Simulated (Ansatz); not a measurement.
## MgO: the change of pressure with volume scale

Results calculated with Ansatz 0.2.0, not measured. Periodic Kohn-Sham DFT of a crystal at fixed atoms, scaled to volume_scale times the given cell; pressure positive in compression, energy less spherical unpolarised free atoms, largest_vzz the field gradient of largest size among the nuclei.

The cell before it is scaled or strained (space group Fm-3m, No. 225):
```
MgO
1.0
      0.0000     2.1269     2.1269
      2.1269     0.0000     2.1269
      2.1269     2.1269     0.0000
Mg O
1 1
Direct
  0.00000 0.00000 0.00000
  0.50000 0.50000 0.50000
```

Settings of every row: method frozen-core PAW; functional PBE; relativity scalar; k mesh 16x16x16; filling fermi-dirac; smearing width 0.05 eV; wave cutoff 420 eV; paw set soft_2.

Atom start moment: 0 on all atoms.

| row | volume scale | V (Å³/atom) | pressure (GPa) |
| --- | --- | --- | --- |
| 1 | 0.9405 | 9.049 | 10.365 |
| 2 | 0.97 | 9.333 | 4.827 |
| 3 | 1 | 9.622 | -0.004 |
| 4 | 1.03 | 9.91 | ? |
| 5 | 1.06 | 10.199 | -7.709 |

Question: what pressure should row 4 give?

Worked fit of pressure. Take u = (V_r/V)^(2/3) − 1 with V_r = 9.4775 Å³ an atom, which is twice the finite (Eulerian) strain; such expansions in the strain, on which the Birch-Murnaghan equation of state is built, carry the rest volume and the bulk modulus. The shown rows have u = 0.03132, 0.0103, -0.01004, -0.04774. Least squares give pressure = 2.3206 + 238.241 × u + 590.36 × u² GPa; a straight line predicts inner rows, each left out in turn, worse (root mean square 0.58 against 0.02 GPa). The rows lie off it by 0.004, -0.010, 0.008, -0.001 (root mean square 0.0067 GPa). The pressure vanishes at u = -0.0100, or V = 9.621 Å³ an atom, and there the bulk modulus at fixed shape and fractions is B = −V dP/dV = (2/3)(1 + u) dP/du = 149 GPa. The withheld row has u = -0.02931, so the fit gives 2.3206 + 238.241 × (-0.02931) + 590.36 × (-0.02931)² = -4.155 GPa.

The calculation gave -4.15 GPa. The fit lies 0.005 GPa (0.028 % of the column's range) below it; its largest miss of a shown row is 0.010 GPa.
